# Two kinds of gap in the core of lead sulfide

The core levels of a single crystal can span three powers of ten. In lead sulfide they run from below 0.1 keV to almost 90 keV under the valence top, which is the zero of the scale. Within a shell of given n, the gaps between neighbouring levels are of two kinds, and each kind probes a different property of the atom.

Kohn-Sham core levels of crystalline PbS (space group Fm-3m), computed with exciting sodium using the LDA functional and the all-electron LAPW+lo method, with spin-orbit coupling off and the given geometry kept fixed. Energies are relative to the top of the valence band.

```tsv
row	core level (eV)	core element	core shell
1	-2390.4	S	1s1/2
2	-204.3	S	2s1/2
3	-150.8	S	2p1/2
4	-149.6	S	2p3/2
5	-87908.4	Pb	1s1/2
6	-15707.4	Pb	2s1/2
7	-15087.0	Pb	2p1/2
8	-12899.4	Pb	2p3/2
9	-3766.3	Pb	3s1/2
10	-3486.0	Pb	3p1/2
11	-2998.0	Pb	3p3/2
12	-2536.2	Pb	3d3/2
13	-2432.3	Pb	3d5/2
14	-848.3	Pb	4s1/2
15	-727.1	Pb	4p1/2
16	-607.4	Pb	4p3/2
17	-409.7	Pb	4d3/2
18	-387.3	Pb	4d5/2
19	-131.1	Pb	4f5/2
20	-126.0	Pb	4f7/2
21	-139.4	Pb	5s1/2
22	-97.9	Pb	5p1/2
23	-75.3	Pb	5p3/2
```

In a label such as 2p3/2, the first number is the shell n, the letter gives the orbital angular momentum (s, p, d, f), and the fraction is the total angular momentum j, with spin included.

## 1. Why is Pb 1s so much deeper than S 1s?

Lead has 82 protons and sulfur 16. The binding of one electron to a bare nucleus grows roughly as the square of the charge, here (82/16)² ≈ 26. The computed levels differ by more than that, by a factor of about 37.

Part of the excess is relativistic, and the rest is screening. The other electrons repel the 1s electron and lift its level. In sulfur they take away about 32% of the bare-nucleus binding, in lead only 13%, because the pull of the nucleus outgrows the repulsion.

## 2. The run has spin-orbit coupling off. Why are there two 2p levels?

The setting concerns the valence electrons only. The core electrons are solved with the Dirac equation, which contains the coupling between spin and orbital motion. The pair 2p1/2 and 2p3/2 is therefore a real spin-orbit doublet.

## 3. Why does 2s lie below 2p1/2?

Around a bare nucleus it would not: the Dirac equation gives 2s1/2 and 2p1/2 the same energy, since they share n and j. In the crystal they are 620 eV apart in lead and 53.5 eV apart in sulfur. This gap exists because the other electrons distort the pure 1/r attraction.

The 2s electron spends more time close to the nucleus, inside the cloud of the 1s electrons, and there it feels more of the nuclear charge. Gaps between levels of equal n and j are therefore called screening doublets.

## 4. How much of a spin-orbit splitting survives screening?

Pb 2p can be worked through by hand. With α ≈ 1/137.04, the charge enters as Zα = 82/137.04 ≈ 0.5984. For a single electron on the bare nucleus, the energies in units of the electron's rest energy (about 511 keV) are

- 2p1/2: √[(1 + √(1 − (Zα)²))/2] − 1 = −0.05100
- 2p3/2: √[1 − (Zα/2)²] − 1 = −0.04581

The difference, 0.00519 × 511 keV, is about 2.65 keV. The crystal has 2.19 keV, or 82% of it. The 2p3/2 level itself keeps only 55% of its bare depth.

The two shares differ because a level responds to the potential, while its splitting responds to the field near the nucleus. A shell of charge outside the orbital raises the potential inside it evenly, and an even potential has no field. Outer electrons thus shift both partners together. The splitting is reduced by charge closer in, from the inner shells and from the orbital's own shell, which weakens the pull on the electron and thins out its orbital near the nucleus. In all eight spin-orbit doublets of the table, the splitting keeps a larger share than the upper level does. The output after the text applies the same formula, which has no adjustable constant, to every row.

## 5. Which gap grows faster from sulfur to lead?

The spin-orbit gap does, by a wide margin. For 2p it rises about 1700-fold, while the screening gap between 2s and 2p1/2 rises only 12-fold. In sulfur the screening gap is some 40 times the larger of the two; in lead the spin-orbit gap is more than three times the larger.

The coupling follows the field divided by the distance, which near a nucleus is Z/r³. Orbitals shrink as 1/Z, so the splitting should grow as Z⁴, or about 690-fold. Relativity raises the bare-nucleus value to 886, and the share that survives screening doubles from 42% to 82%. The product of the last two factors is the computed growth by definition, since the share is the computed splitting divided by the bare one.

The repulsion from a fixed number of inner electrons grows only as 1/r, hence as Z, which would give a factor of five. This simple argument explains why the screening gap lags behind, but it misses the computed growth by more than a factor of two. It leaves out that screening swells the n = 2 orbitals of sulfur more than those of lead, that lead has more electrons, and that relativity contracts lead's inner orbitals. The three effects were not separated here.

## 6. Why do the splittings fade in the outer shells?

From 2p to 5p of lead the splitting falls from about 2190 to 23 eV, a factor of 97. Around a bare nucleus it would already fall by a factor of 16, since an outer electron spends less of its time near the centre. Screening does the rest: it loosens the outer orbitals and so thins them out close to the nucleus, where the splitting arises.

Angular momentum acts in the same direction. Within the fourth shell the splitting drops from 120 eV for 4p to 22 eV for 4d and 5 eV for 4f, as the centrifugal barrier keeps the electron further from the nucleus. Wide doublets therefore belong to heavy atoms, deep shells and low, non-zero angular momentum.

## 7. Why is Pb 5s deeper than 4f?

On a bare nucleus 5s would lie far above 4f. In the crystal it lies 8 eV below 4f5/2 and 13 eV below 4f7/2. The 4f electron is held outside much of the inner charge and keeps only about 2% of its bare binding. The 5s electron penetrates to the nucleus, is also stabilised by relativity, and keeps 3.6%.

Photoemission finds the same order in lead. The size of the margin deserves less trust, because the local density functional lets an electron repel itself. This pushes compact orbitals such as 4f up more than diffuse ones.

## 8. Which digits can be trusted?

These are ground-state eigenvalues, not measured binding energies. Self-repulsion makes the levels too shallow; the absent response to the core hole acts the other way but offsets only part of this. S 2p and Pb 4f end up roughly ten eV too shallow, so the decimals of a single level carry no physical weight. Most of this error is common to both partners of a spin-orbit doublet and cancels in their difference. To assign a photoemission spectrum, the doublet separations are thus a better guide than the absolute positions.

Two limits remain. Rounding matters for the narrowest pair: the table gives 1.2 eV for S 2p, the unrounded levels 1.26 eV. Magnetic and quantum-electrodynamic corrections are left out throughout; they matter most in the innermost shells of lead, where they affect splittings as well as levels.

Spin-orbit coupling in the valence bands would move the valence top, and with it every entry by the same amount. The gaps would stay almost as they are.

Printed output of the fit:

```
Levels and gaps to the row above (eV; 0 means no such doublet):
  row  bare ion level  level kept %  spin-orbit gap  bare spin-orbit gap  spin-orbit kept %  screening gap
    1           -3495         68.39               0                    0                  0              0
    2          -874.5         23.36               0                    0                  0              0
    3          -874.5         17.24               0                    0                  0           53.5
    4          -871.5         17.17           1.259                2.993              42.08              0
    5         -101581         86.54               0                    0                  0              0
    6          -26060         60.27               0                    0                  0              0
    7          -26060         57.89               0                    0                  0          620.4
    8          -23407         55.11            2188                 2653              82.47              0
    9          -11274         33.41               0                    0                  0              0
   10          -11274         30.92               0                    0                  0          280.3
   11          -10484          28.6             488                790.7              61.72              0
   12          -10484         24.19               0                    0                  0          461.8
   13          -10268         23.69           103.9                215.6              48.19              0
   14           -6216         13.65               0                    0                  0              0
   15           -6216          11.7               0                    0                  0          121.2
   16           -5886         10.32           119.7                330.5              36.22              0
   17           -5886         6.961               0                    0                  0          197.7
   18           -5794         6.684            22.4                91.66              24.44              0
   19           -5794         2.263               0                    0                  0          256.2
   20           -5750         2.191           5.036                43.91              11.47              0
   21           -3923         3.553               0                    0                  0              0
   22           -3923         2.496               0                    0                  0           41.5
   23           -3755         2.005            22.6                167.6              13.49              0
1s raised by the other electrons in S and then Pb (eV): 1105, 13673
2p spin-orbit gap, Pb over S: 1737
fourth power of the ratio of nuclear charges: 689.9
bare-ion 2p spin-orbit gap, Pb over S: 886.2
2s to 2p1/2 screening gap, Pb over S: 11.6
S screening gap over spin-orbit gap, n of 2: 42.48
Pb spin-orbit gap over screening gap, n of 2: 3.526
Pb 2p over 5p spin-orbit gap: 96.8
the same ratio in the bare ion: 15.83
Pb 5s below 4f5/2 (eV): 8.3
Pb 5s below 4f7/2 (eV): 13.4
S 2p splitting from the rounded table (eV): 1.2
```
